The radical HC≡C–B–O–CH₃ strings together an alkyne, a boron atom with only two neighbours, and a methoxy group. The practical question is where the electrons shift along this chain, and whether the known atomic charges suffice to fill in two methyl hydrogens. The table lists Hirshfeld charges. These share the electron density at each point among the atoms in proportion to their free-atom densities, and a positive charge means that an atom has lost electrons.

Gas-phase single-point calculation with PySCF 2.14.0 at the BLYP/def2-SVP level for the neutral doublet radical HC≡C–B–O–CH₃, at its GFN2-xTB geometry. Rows 1–5 follow the chain from the outer alkyne carbon to the methyl carbon; row 6 is the alkyne hydrogen and rows 7–9 are the methyl hydrogens.

| row | hirshfeld charge (e) | computed element |
| --- | --- | --- |
| 1 | -0.070 | C |
| 2 | -0.145 | C |
| 3 | 0.102 | B |
| 4 | -0.117 | O |
| 5 | 0.007 | C |
| 6 | 0.084 | H |
| 7 | 0.048 | H |
| 8 | ? | H |
| 9 | ? | H |

**What happens along the chain**

If the bonds were all non-polar, every charge would be zero. Real bonds shift electrons towards the more electronegative partner, and the shift is largest between direct neighbours. Boron holds electrons less tightly than carbon or oxygen, and it is the most positive atom among the known rows, at +0.102 e. The alkyne carbon attached to it carries −0.145 e, about twice the charge of the outer alkyne carbon.

Besides the weak hold of boron, a likely reason why the alkyne gains electrons is that its carbons are sp-hybridised. An sp orbital has more s character than an sp³ orbital, so its electrons lie closer to the nucleus and are held more firmly. The hydrogens agree with this: the one on the alkyne has +0.084 e, the known one on the methyl group +0.048 e.

Oxygen is the most electronegative element here, yet it is less negative than the alkyne carbon next to boron. The gap is modest, and another basis set or way of dividing the density could change the order. Whole groups are easier to read, because shifts inside a group cancel, though the way of dividing the density still matters at the bonds between groups. The ethynyl group sums to −0.131 e, and since the molecule is neutral, methoxy as a whole must have +0.029 e.

Two limits help to read that last number. If oxygen drew electrons only from its methyl group, methoxy would be neutral; if it also drew them from boron, methoxy would be negative. The small positive value means that, in the Hirshfeld division, methoxy gives up slightly more than it takes. Another division could reverse the sign, so this is no proof of net donation. A likely reason why methoxy is not clearly negative here is that an oxygen lone pair donates into a boron p orbital, against the pull through the σ bond.

Other results of the same run support such donation. The Mayer bond order, a measure of shared electrons, is clearly higher between oxygen and boron than between oxygen and the methyl carbon. The unpaired electron sits mainly on boron, though BLYP tends to spread such an electron too widely. The most loosely held electrons on the molecular surface lie in the plane of the heavy atoms, on the open side of boron. This suggests that the unpaired electron occupies an in-plane orbital and leaves the p orbital perpendicular to the plane free to accept electrons from oxygen.

**Filling in the two hydrogens**

The heavy atoms lie in one plane. The hydrogens of rows 7 and 8 sit on opposite sides of it, at nearly equal distances from every heavy atom, and so should have equal charges. The hydrogen of row 9 lies in the plane and has no such partner, but neutrality fixes it once row 8 is known. With $q_k$ for the Hirshfeld charge of row $k$, and −0.091 e for the sum of the seven known charges,

$$q_8 = q_7 = 0.048\ \text{e}, \qquad q_9 = 0.091\ \text{e} - 0.048\ \text{e} = 0.043\ \text{e}.$$

Nothing is fitted, and neither unknown charge enters the estimate. The error bar is 0.002 e for row 8, because the tight-binding geometry is not perfectly symmetric and the charges are rounded. It is 0.003 e for row 9, which also collects the rounding of the other rows and a small allowance for numerical integration. Row 9 should therefore be positive and slightly below row 7, though that gap is not much larger than the error bar.

A simpler rule would treat all three methyl hydrogens as alike, as they would be on average if the group rotated freely. In this frozen geometry the rule leaves a surplus of 0.005 e on a neutral molecule. That is only just more than rounding could produce, so the rule is disfavoured but not excluded.

The withheld rows as computed:

| row | hirshfeld charge (e) | computed element |
| --- | --- | --- |
| 8 | 0.048 | H |
| 9 | 0.043 | H |

Both predictions agree with the computed charges to the last printed digit. Such close agreement for row 9 is partly luck, since the rounding errors of the other rows happened to cancel. The rule of three equal hydrogens misses row 9 by 0.005 e. The in-plane hydrogen is also the closest of the three to boron, at 2.62 Å against 3.13 Å, but whether this lowers its charge is a guess. The success confirms the symmetry and the charge balance; it does not test the account of the bonding.

**What to do with such charges**

Use symmetry and neutrality first when a list of charges has a gap or looks suspect, and compare groups before single atoms. Do not place these charges on the nuclei and expect the right electric field. Doing so here gives a dipole moment of 1.39 debye, while the full electron density gives 2.40 debye.

The lost part has a clear origin. Within each atom's share, the density is also pushed to one side, for instance into a lone pair, and a single number per atom cannot record that. Here the lost part points mostly across the chain, as expected from electrons on the open sides of boron and oxygen. Hirshfeld charges therefore understate how polar this molecule is, and a value as small as that of methoxy is weak evidence of who gains and who loses. For electrostatics, add the atomic dipoles or use charges fitted to the electrostatic potential. The analysis output below lists the distances, group sums and predictions.

Numerical output:

```
Distances in angstrom:
  row  to boron  to oxygen
    1     2.671      3.825
    2     1.466      2.609
    3         0      1.305
    4     1.305          0
    5     2.454      1.428
    6     3.723      4.868
    7     3.129      2.047
    8     3.134      2.049
    9     2.623       2.09
Sum of the seven known charges (e): -0.091
Charge of the ethynyl group (e): -0.131
Charge of the methoxy group from neutrality (e): 0.029
Charge of the methyl group from neutrality (e): 0.146
Alkyne hydrogen less known methyl hydrogen (e): 0.036
Surplus if all three methyl hydrogens were alike (e): 0.005
Worst case of rounding for that surplus (e): 0.0045
Row 8 predicted by the mirror plane (e): 0.048
Row 8 error bar (e): 0.002
Row 9 predicted by neutrality (e): 0.043
Row 9 error bar (e): 0.002972
Row 8 computed (e): 0.048
Row 8 miss, predicted less computed (e): 0
Row 9 computed (e): 0.043
Row 9 miss, predicted less computed (e): 1.388e-17
Row 9 miss of the rule that all methyl hydrogens are alike (e): 0.005
Sum of all nine computed charges (e): -1.388e-17
Dipole of point charges, with the two predictions (debye): 1.394
Share of the computed dipole moment (percent): 58.08
```
